## The question and the inputs

A silicon implant that stays below the amorphisation dose leaves hundreds of Frenkel pairs per ion. In the plus-one model (Giles, 1991) these pairs recombine where they were made, and each implanted atom, once on a lattice site, leaves one silicon interstitial over. The excess is then an areal dose $Q$ equal to the implant dose, centred near the projected range $R$. On annealing it drives transient enhanced diffusion (TED) of dopants that move by way of interstitials.

We ask how far a thin boron marker spreads in a silicon-on-insulator film. Depth $x$ runs from the oxide-covered top surface at $x=0$ to the buried oxide (BOX) at $x=W$. The supersaturation is $s_I=C_I/C_I^*$, with $C_I^*$ the equilibrium interstitial concentration per volume. The boron diffusivity in equilibrium is $D^*$, of which the fraction $f_I$ is carried by interstitials. The extra spread $\Delta(Dt)$ is defined through the marker variance, $\sigma^2=\sigma_0^2+2[D^*t+\Delta(Dt)]$.

The example is illustrative. The film has $W=220$ nm. The implant is $Q=2\times10^{13}$ cm$^{-2}$ of 40 keV Si, with approximate mean depth $R=60$ nm and straggle 25 nm. The marker lies at $x_0=150$ nm with $\sigma_0=5$ nm and a peak of $5\times10^{17}$ cm$^{-3}$, below the typical intrinsic carrier density of about $2\times10^{18}$ cm$^{-3}$ at the anneal temperature, so that intrinsic diffusivities apply. The anneal is 900 s at 800 °C, assumed long enough to empty all interstitial clusters.

## An estimate by hand

**Predict.** The interstitials are first stored in clusters and $\{311\}$ defects, which emit them over minutes. Must the emission rate be known to find the total boron spread?

It need not be. Boron moves faster by the factor $s_I$, so what counts is $S=\int(s_I-1)\,dt$, a time. The flux that drains the damage layer is also proportional to $s_I-1$. If the excess falls to zero over an escape distance $\ell$, the flux is $D_IC_I^*(s_I-1)/\ell$, and its time integral must be the whole dose:

$$Q=\frac{D_IC_I^*\,S}{\ell}\quad\Rightarrow\quad S=\frac{Q\,\ell}{D_IC_I^*}.$$

Fast release gives a high supersaturation for a short time, slow release a low one for a long time, and the area is the same.

**Predict.** What is $\ell$ when the film has two exits?

With the surface alone it would be about $R=60$ nm. A random walker that starts 60 nm into a 220 nm slab with absorbing faces reaches the far face first with probability $60/220=0.27$, roughly a quarter. Only three quarters of the dose then has to be pushed through the top 60 nm, so $\ell\approx45$ nm, which we round to 50 nm. In a thick wafer the region behind the damage has no exit and fills to the level of the source, and we assume that the marker feels that level here too. With the round values $D_IC_I^*\approx10^{3}$ cm$^{-1}$s$^{-1}$, $D^*\approx4\times10^{-17}$ cm$^2$/s and $f_I\approx1$,

$$S\approx\frac{(2\times10^{13})(5\times10^{-6})}{10^{3}}=1\times10^{5}\ \text{s},\qquad \Delta(Dt)\approx4\times10^{-12}\ \text{cm}^2 .$$

The added width is $\sqrt{2\Delta(Dt)}\approx28$ nm. Before reading on, decide which step you trust least.

## The careful calculation

### Removing time

Let $u=C_I-C_I^*$ be the free excess and $c(x,t)$ the density of interstitials held in immobile clusters of any kind. With no other sink in the volume, capture and emission only move atoms between $u$ and $c$:

$$\frac{\partial(u+c)}{\partial t}=D_I\frac{\partial^2u}{\partial x^2}.$$

Each interface absorbs a flux proportional to the local excess, written $D_Iu/L$ at the top and $D_Iu/L_b$ at the BOX. The recombination lengths $L$ and $L_b$ are zero for a perfect sink and infinite for a reflecting wall:

$$\frac{\partial u}{\partial x}=\frac{u}{L}\ \ (x=0),\qquad -\frac{\partial u}{\partial x}=\frac{u}{L_b}\ \ (x=W).$$

**Predict.** Integrate the conservation law over the whole anneal. What is left of $c$?

The left side gives the final value of $u+c$ minus the initial value. The final value is zero if the clusters have dissolved, and the initial value is the net excess profile $q(x)$, with $\int q\,dx=Q$. For constant $D_I$, $C_I^*$, $L$ and $L_b$, that is for an isothermal anneal, $S(x)=\int u\,dt/C_I^*$ obeys

$$D_IC_I^*\,S''(x)=-q(x),\qquad S'(0)=\frac{S(0)}{L},\qquad -S'(W)=\frac{S(W)}{L_b}.$$

No cluster rate appears. Ripening, recapture and re-emission at another depth all cancel, since whatever a cluster takes at some depth it returns at that depth. Only the starting profile counts.

### The sheet source

**Predict.** For $q=Q\,\delta(x-R)$, sketch $S(x)$. Where do its straight pieces extrapolate to zero?

Away from $R$ the function is linear. The top condition makes the left piece proportional to $x+L$, which vanishes at $x=-L$. The BOX condition makes the right piece proportional to $W-x+L_b$, which vanishes at $x=W+L_b$. Continuity at $R$ fixes the form $A(x+L)(W-R+L_b)$ on the left and $A(R+L)(W-x+L_b)$ on the right. The slope drops at $R$ by $A[(W-R+L_b)+(R+L)]=A(W+L+L_b)$, and this must equal $Q/D_IC_I^*$. Hence

$$S(x)=\frac{Q\,G(x,R)}{D_IC_I^*},\qquad G(x,R)=\frac{(x_<+L)(W-x_>+L_b)}{W+L+L_b},$$

where $x_<$ and $x_>$ are the smaller and the larger of $x$ and $R$. The length $G$ is the exact form of the escape distance $\ell$. At the source it is the two paths in parallel,

$$\frac{1}{G(R,R)}=\frac{1}{R+L}+\frac{1}{W-R+L_b}.$$

The dose lost to the BOX is $-D_IC_I^*S'(W)$, a fraction $(R+L)/(W+L+L_b)$ of $Q$.

**Predict.** Let $W\to\infty$ at fixed $x$, or $L_b\to\infty$. What remains for $x>R$?

The ratio $(W-x+L_b)/(W+L+L_b)$ tends to one and the profile becomes a plateau,

$$\int(s_I-1)\,dt=\frac{Q\,(R+L)}{D_IC_I^*}\qquad(x>R,\ \text{surface sink only}).$$

This is the result for a thick wafer, where $\Delta(Dt)=f_ID^*Q(R+L)/D_IC_I^*$. A film with a reflecting BOX gives the same value whatever its thickness, because every interstitial must still leave through the top.

For a spread-out source, $D_IC_I^*S(x)=\int G(x,x')q(x')\,dx'$. When all of $q$ lies nearer the surface than $x$, $G$ is linear in $x'$ and the sheet formula holds with $R$ read as the mean depth of $q$. For a piece of source beyond $x$, the true $G$ lies below the continued linear form by exactly $x'-x$.

### From supersaturation to marker width

**Predict.** Behind the damage $S$ now slopes down toward the BOX. Does the centre of the marker shift?

Boron moves as a boron-interstitial pair whose density, in local equilibrium, is proportional to $s_IC_B$. The flux follows the gradient of the pair density, $J=-f_ID^*\,\partial(s_IC_B)/\partial x$. Treating the vacancy part likewise,

$$\frac{\partial C_B}{\partial t}=\frac{\partial^2(aC_B)}{\partial x^2},\qquad a=D^*[f_Is_I+(1-f_I)s_V].$$

Multiply by $x$ or by $x^2$ and integrate by parts twice, with $C_B$ negligible at both interfaces and $\langle\cdot\rangle$ the average over the normalised marker:

$$\frac{d\langle x\rangle}{dt}=0,\qquad \frac{d\langle x^2\rangle}{dt}=2\langle a\rangle .$$

The centre stays at $x_0$, although the profile becomes skewed. A free interstitial crosses the film in about $W^2/D_I$, which is 5 ms for a typical, poorly known $D_I\approx10^{-7}$ cm$^2$/s. Release takes far longer, so $s_I$ is linear in $x$ between the damage and the BOX at almost every instant. The average of a linear function is its value at the mean, $\langle s_I\rangle=s_I(x_0,t)$. With $s_V$ set to one for now,

$$\Delta(Dt)=f_ID^*\,\frac{Q\,(R+L)}{D_IC_I^*}\;\frac{W-x_0+L_b}{W+L+L_b}\qquad(x_0>R).$$

### Numbers

We use typical Arrhenius forms, extrapolated to 800 °C. The transport product is usually quoted with $C_I^*$ as a fraction of lattice sites, about $2980\,e^{-4.95\,\text{eV}/kT}$ cm$^2$/s, and has to be multiplied by the site density $5.0\times10^{22}$ cm$^{-3}$. For boron, $D^*\approx0.76\,e^{-3.46\,\text{eV}/kT}$ cm$^2$/s and $f_I\approx0.95$. Both oxide interfaces are assumed to be good sinks, $L=L_b=10$ nm. Intermediate values are carried unrounded, and a third figure is printed only so that the arithmetic can be followed.

At 1073.15 K, $kT=0.09248$ eV. The site-fraction product is $1.69\times10^{-20}$ cm$^2$/s, so $D_IC_I^*=845$ cm$^{-1}$s$^{-1}$, and $D^*=4.28\times10^{-17}$ cm$^2$/s.

**Predict.** Work out $G$ at the source and at the marker before looking.

At the source $G=70\times170/240=49.6$ nm and $S=1.17\times10^{5}$ s. If the clusters hold $s_I-1$ near an illustrative 500, the transient lasts 235 s, within the anneal. At the marker $G=70\times80/240=23.3$ nm, and

$$S(x_0)=5.52\times10^{4}\ \text{s},\qquad \Delta(Dt)=2.25\times10^{-12}\ \text{cm}^2,\qquad \sqrt{2\Delta(Dt)}=21.2\ \text{nm}.$$

Equilibrium diffusion gives $D^*t=3.9\times10^{-14}$ cm$^2$, only 1.7 % of the transient part. The final width is $\sigma=22$ nm, which leaves the BOX 3.2 widths from the centre, so the marker hardly touches it.

The strength of the BOX sink is the least certain geometric input. With everything else fixed:

| $L_b$ (nm) | fraction lost to BOX | $G(x_0,R)$ (nm) | $\Delta(Dt)$ ($10^{-12}$ cm$^2$) | $\sqrt{2\Delta(Dt)}$ (nm) |
|---|---|---|---|---|
| 0 | 0.304 | 21.3 | 2.05 | 20.3 |
| 10 | 0.292 | 23.3 | 2.25 | 21.2 |
| 100 | 0.212 | 36.1 | 3.47 | 26.4 |
| 1000 | 0.057 | 60.9 | 5.87 | 34.3 |
| $\infty$, or thick wafer | 0 | 70 | 6.74 | 36.7 |

In the last two rows a marker inside the film would spread to within about two widths of the BOX, and the widths are then only indicative. The table shows that $L_b$ is to be compared with the film thickness. Any value well below $W$ acts as a nearly perfect sink.

**Predict.** At $L_b=10$ nm the BOX takes 29 % of the dose. Why has $\Delta(Dt)$ fallen by a factor of three from the thick wafer, and not by 29 %?

The loss of dose lowers $S$ at the source by the factor $170/240=0.708$. The flux that carries those interstitials to the BOX needs a gradient, and the marker stands part of the way down it, at $80/170=0.471$ of the source value. The product is $80/240$, one third.

### What was left out, and how large it is

*Implant tail.* Take a Gaussian source of straggle 25 nm and the marker at its final width, a combined width of 33.3 nm against a separation of 90 nm. The mean of $x'-x$ over the part where the source lies beyond the marker atom lowers $G$ by about 0.035 nm, or 0.15 %.

*Vacancies.* Recombination removes one interstitial and one vacancy, so it drops out of the difference of the two conservation laws. For equal recombination lengths of the two species, $D_IC_I^*S-D_VC_V^*S_V=QG$, with $S_V=\int(s_V-1)\,dt$. Since $s_V\ge0$, $S_V$ cannot be below $-900$ s. A typical $0.92\,e^{-4.14\,\text{eV}/kT}$ cm$^2$/s per site makes $D_VC_V^*/D_IC_I^*=2.0$, so $S(x_0)$ loses at most $1.8\times10^{3}$ s, or 3 %. The slowing of the vacancy part of boron diffusion is at most $(1-f_I)\times900=45$ s against $f_IS=5.2\times10^{4}$ s.

*The marker itself.* Pairs carry interstitials in parallel with free diffusion, which lowers $S$ at the marker by about $f_ID^*C_B/D_IC_I^*$, at most 2.4 % at the initial peak. If every boron atom kept one interstitial for good, a dose of $6.3\times10^{11}$ cm$^{-2}$ would be removed at $x_0$, where $G(x_0,x_0)=53.3$ nm, and $S(x_0)$ would fall by 7 %.

*The plus-one count.* This term can rival the result. A Frenkel pair whose interstitial lies a distance $\delta$ deeper than its vacancy adds nothing to $Q$ but adds $\delta$ to the first moment $\int q\,(x'+L)\,dx'$. With $N$ pairs per ion the result is multiplied by $1+N\delta/(R+L)$. For a typical $N\approx500$, an illustrative mean forward offset of only 0.07 nm gives $N\delta=35$ nm and a factor 1.5.

*Temperature ramps.* The spread depends on $D^*/D_IC_I^*\propto e^{+1.49\,\text{eV}/kT}$, which is 12.6 times smaller at 1000 °C than at 800 °C. Independence of the release kinetics therefore holds at one temperature only. On a ramp it matters how much of the dose escapes while the wafer is still cool.

## Why the estimate and the calculation differ

The estimate gave $4\times10^{-12}$ cm$^2$ and the calculation $2.25\times10^{-12}$ cm$^2$, a ratio of 0.56, or 0.75 in added width. Because the result is a product, the ratio splits exactly into factors.

| step from estimate to calculation | factor |
|---|---|
| perfect sinks without rounding, $60\times160/220=43.6$ nm in place of 50 nm | 0.873 |
| finite recombination lengths at the source, 49.6 nm in place of 43.6 nm | 1.136 |
| slope from source to marker, $80/170$ | 0.471 |
| $D_IC_I^*$, 845 in place of 1000 | 1.184 |
| $D^*$, 4.28 in place of 4 | 1.071 |
| $f_I$ | 0.95 |

**Predict.** Which rows are physics and which are arithmetic?

The first two rows nearly cancel, with product 0.99. Rounding the escape distance upward happened to stand in for the 10 nm that each imperfect sink adds to its path, and the agreement of 50 nm with 49.6 nm is luck. The last three rows are rounding of inputs and together give 1.20. The third row is the one flaw in the reasoning. The estimate allowed for the dose that the BOX removes but kept the plateau of the thick wafer, and the two are incompatible: a plateau means no net flux, while a second sink requires one. Without that row the calculation would lie 19 % above the estimate, and with it 44 % below.

The repair can be made by hand. With perfect sinks the excess falls linearly from the source to the BOX, and the marker stands at $70/160=0.44$ of the source value. The estimate becomes $1.75\times10^{-12}$ cm$^2$, and the calculation is then 1.28 times larger, a gap made of rounding and of the recombination lengths. The size of the original miss depends on where the marker was put. It vanishes for a marker just behind the damage and grows toward the BOX, where the slope factor reaches $10/170=0.059$ and is set by $L_b$ itself. Two markers at depths $x_1,x_2>R$ therefore give $L_b$ from the ratio of their spreads, $(W-x_1+L_b)/(W-x_2+L_b)$, in which $Q$, $R$, $L$, $D^*$, $f_I$ and $D_IC_I^*$ all cancel.

The model's answer is an added width of about 21 nm in the film against about 37 nm in a thick wafer. These are numbers of the model and its assumed inputs, not of silicon. As typical knowledge and not as a measurement, the effective number of interstitials per ion for a silicon implant of this low dose lies above one, up to roughly 1.5, so the plus-one value of $\Delta(Dt)$ is likely low by up to that factor, and the added width by up to a factor 1.22. The ratio of film to wafer, $(W-x_0+L_b)/(W+L+L_b)$, is free of the count and of the extrapolated diffusivities, and rests only on the geometry and the two recombination lengths.